Question

A crystal of molybdenum is squeezed and stretched while its atoms keep the body-centred cubic arrangement. The table gives the results of a density functional calculation without spin. Volume is the volume per atom, and shortest distance is that between neighbouring atoms. Pressure is positive when the crystal pushes outwards, and energy over elements is the energy per atom relative to the standard crystal of the element.

Ansatz 0.2.0, scalar-relativistic r2SCAN calculations without spin polarisation or dispersion correction, for body-centred cubic molybdenum. Plane waves with PAW, cutoff 500 eV, 18×18×18 k mesh for the one-atom cell, Gaussian smearing of 0.1 eV; energies are extrapolated to zero smearing.

```
volume (Å³/atom)  shortest distance (Å)  energy over elements (eV/atom)  pressure (GPa)
          13.759                  2.615                           0.242           45.50
          14.228                  2.644                           0.130           31.21
          14.697                  2.673                           0.057           19.06
          15.166                  2.701                           0.017            8.76
          15.581                  2.725                           0.005            0.94
          15.635                  2.728                           0.005           -0.01
          16.104                  2.755                           0.016           -7.53
          16.115                  2.756                           0.016           -7.69
          16.573                  2.782                           0.048          -14.00
          17.170                  2.815                           0.113          -20.92
          17.198                  2.816                           0.117          -21.21
```

(a) Does any row break the smooth course of energy and pressure? Use a test that needs no adjustable constant.
(b) Explain the course of the two curves from the bonding in the metal.
(c) Where would an electronic change show first, and is there a trace of one here?

Model answer

(a) Energy and pressure are two views of one curve. When a crystal expands by a small volume, it does work equal to its pressure times that volume, and its energy falls by the same amount. For two neighbouring rows this gives

energy step ≈ −(mean pressure) × (volume step)

The conversion is 160.2 GPa for 1 eV/Å³. If one row had landed in a different electronic state, its energy would be shifted and the steps into and out of it would miss this estimate.

Take the step from 13.759 to 14.228 Å³. The mean pressure is (45.50 + 31.21)/2 = 38.36 GPa and the volume step is 0.469 Å³. The energy should therefore fall by 38.36 × 0.469/160.2 = 0.112 eV. The table gives 0.242 − 0.130 = 0.112 eV.

The same estimate was made for every pair of neighbouring rows and compared with energies of finer resolution from the same runs; the printed output after this text lists the results. The largest miss is about 0.5 meV, less than the last digit of the tabulated energy. It belongs to the step just worked, and its direction is the expected one. The pressure curve bends upwards, so the average of two end values lies slightly above the true average between them.

The second test looks at stiffness. The local bulk modulus is the volume times the fall in pressure per unit rise in volume, and a kink in the pressure curve would appear in it as a jump. It falls at every step, from 426 GPa in the first to 196 GPa between 16.573 and 17.170 Å³. Where two volumes nearly coincide, the rounding of the table can shift it by ten percent or more. The unrounded volumes and pressures of the same runs settle these three short steps. They give 272, 239 and 179 GPa in order of volume, each in line with its neighbours. No row breaks the pattern.

(b) Two tendencies compete in the crystal. The outer d electrons of neighbouring atoms overlap and form a broad band, whose lower states bind the atoms and whose upper states push them apart. In molybdenum this band is about half full, so that mostly binding states are occupied. Shorter distances widen the band and strengthen this binding.

Against it works the cost of squeezing electrons into less space. Their kinetic energy rises, and the filled inner shells of neighbouring atoms begin to overlap. This repulsion changes more steeply with distance than the binding does. The two balance where the pressure vanishes, which is very close to 15.635 Å³.

The different steepness explains why the curve is lopsided. On compression the repulsion soon outruns the binding, while on expansion both fade and the pull back towards equilibrium grows more slowly. At 6 percent compression the crystal pushes with 19.06 GPa, but at 6 percent expansion it pulls with only 14.00 GPa. The stiffness falls with volume for the same reason. This account is the standard picture of a transition metal; the table gives only the total energy and doesn't separate the two parts.

The curve is smooth because nothing in this picture has to switch. The distance between neighbours runs only from about 4 percent below its equilibrium value to 3 percent above it. Over that range the same d band stays about half full and merely widens or narrows. Two common causes of a real break are also shut out by the way the calculation was set up. Every cell keeps the same structure, and without spin no magnetic moment can appear or vanish.

(c) An electronic change would show first in the number of states near the Fermi level, the energy up to which the states are filled. Suppose that compression pushes the edge of a band through this level by a small energy ε. In a three-dimensional metal the density of states then changes as the square root of ε. The number of electrons that move to other states grows as ε to the power 3/2. Each of them gains only an energy of the order of ε, so the total energy changes as ε to the power 5/2.

Pressure is the first derivative of the energy with respect to volume, and stiffness is the second. Each derivative lowers the power by one. The disturbance is therefore weakest in the energy, stronger in the pressure and strongest in the stiffness. Even there it sits on a large smooth background from all the other electrons. The density of states at the Fermi level has a much smaller background, because it counts only the states at that level and not all the electrons below it.

The calculation contains a gauge of this density. Occupations near the Fermi level are blurred over about 0.1 eV, and the blurring adds an entropy term to the energy that grows with the number of states in that window. From 15.581 Å³ outwards this term stays nearly constant at 2.8 to 2.9 meV. On compression to 14.228 Å³ it drops to 1.5 meV, and it hardly changes in the last step to 13.759 Å³.

This is the one uneven feature in the series. A band that simply widens would thin out its states a little at every step, and it would not give a plateau, a drop and another plateau. Yet the drop amounts to only 1.3 meV, while the most compressed row lies 237 meV above the minimum. Across the same rows the stiffness keeps its even course, with 375, 328 and 290 GPa in successive steps.

Two explanations remain open. Molybdenum has its Fermi level in a region of few states between the binding and the antibinding part of the d band, so a small shift of the bands can change their number noticeably. The drop may also come from the grid of electron wave vectors on which the bands are sampled. The d band is several eV wide, so neighbouring grid points can differ by more than the 0.1 eV window. Only a few points that are distinct by symmetry are then expected to count at each volume.

Remarks on the reasoning

A good answer says what each test can detect. The comparison of energy with pressure finds a row that has jumped to another state, or one whose energy has a different zero. It can't find a gradual change, because energy and pressure then change together and still agree. That is why the answer also needs the stiffness and the density of states.

The test matters for two rows in particular. Those at 16.115 and 17.170 Å³ come from a separate set of strained cells, and each has a close neighbour from the main set. The small energy steps between these neighbours agree with the pressure to about 0.02 meV. The two sets therefore lie on one curve and may be read together.

A common mistake is to look for the equilibrium volume in the energy column. The rows at 15.581 and 15.635 Å³ both show 0.005 eV, because a curve is flat at its minimum. The pressure separates them clearly, with 0.94 GPa in the first and −0.01 GPa in the second. Another mistake is to read the remaining 0.005 eV as a sign of instability. The standard crystal of molybdenum has this same structure, so the value is an offset of the energy zero, which cancels in every difference between rows.

The reasoning carries over to other metals through one question: can anything switch within the range of volumes? If the structure is fixed, no moment can form and the bands only change their width, energy and pressure should run smoothly. In a magnetic metal calculated with spin, compression can quench the moment, and the pressure curve may then show a visible break.

For molybdenum the open point is the drop in the entropy term between 15.635 and 14.228 Å³. Repeating these two volumes on a much denser grid of wave vectors would decide it. If the drop stays, the number of states at the Fermi level really falls that far. If it shrinks to the slight thinning expected of a wider band, the grid has produced the rest.

Output of the analysis:

```
Steps from the row above:
     row  free energy step meV  step from mean pressure meV  miss meV  mean pressure GPa  local bulk modulus GPa  entropy term of this row meV
  13.759                   n/a                          n/a       n/a                n/a                     n/a                          1.56
  14.228                -111.7                       -112.3   -0.5354              38.36                   426.4                         1.532
  14.697                -73.09                       -73.58   -0.4869              25.13                   374.7                         1.945
  15.166                 -40.3                       -40.72   -0.4183              13.91                   327.9                         2.506
  15.581                -12.31                       -12.56   -0.2526               4.85                   289.7                         2.826
  15.635                 -0.16                      -0.1567  0.003276              0.465                   274.6                         2.847
  16.104                 11.31                        11.04   -0.2742              -3.77                   254.5                         2.868
  16.115                  0.51                       0.5225   0.01248              -7.61                   234.3                         2.866
  16.573                 31.25                           31   -0.2484             -10.85                   225.2                         2.779
   17.17                 65.51                        65.06   -0.4509             -17.46                   195.6                         2.787
  17.198                   3.7                        3.681  -0.01863             -21.07                     178                         2.793
Largest miss of a step, meV: 0.5354
Energy of the most compressed row above the minimum, meV: 237
Rounding error of the shortest volume step, percent at most: 9.091
Pressure at 6 percent compression over tension at 6 percent expansion, ratio: 1.361
Bulk modulus around zero pressure, GPa: 271.5
Rise of modulus per rise of pressure, compressed side: 4.079
Rise of modulus per rise of pressure, expanded side: 4.302
Drop of entropy term from 15.635 to 14.228, meV: 1.314
Same drop, percent: 46.17
Spread of entropy term from 15.581 outward, meV: 0.0898
```
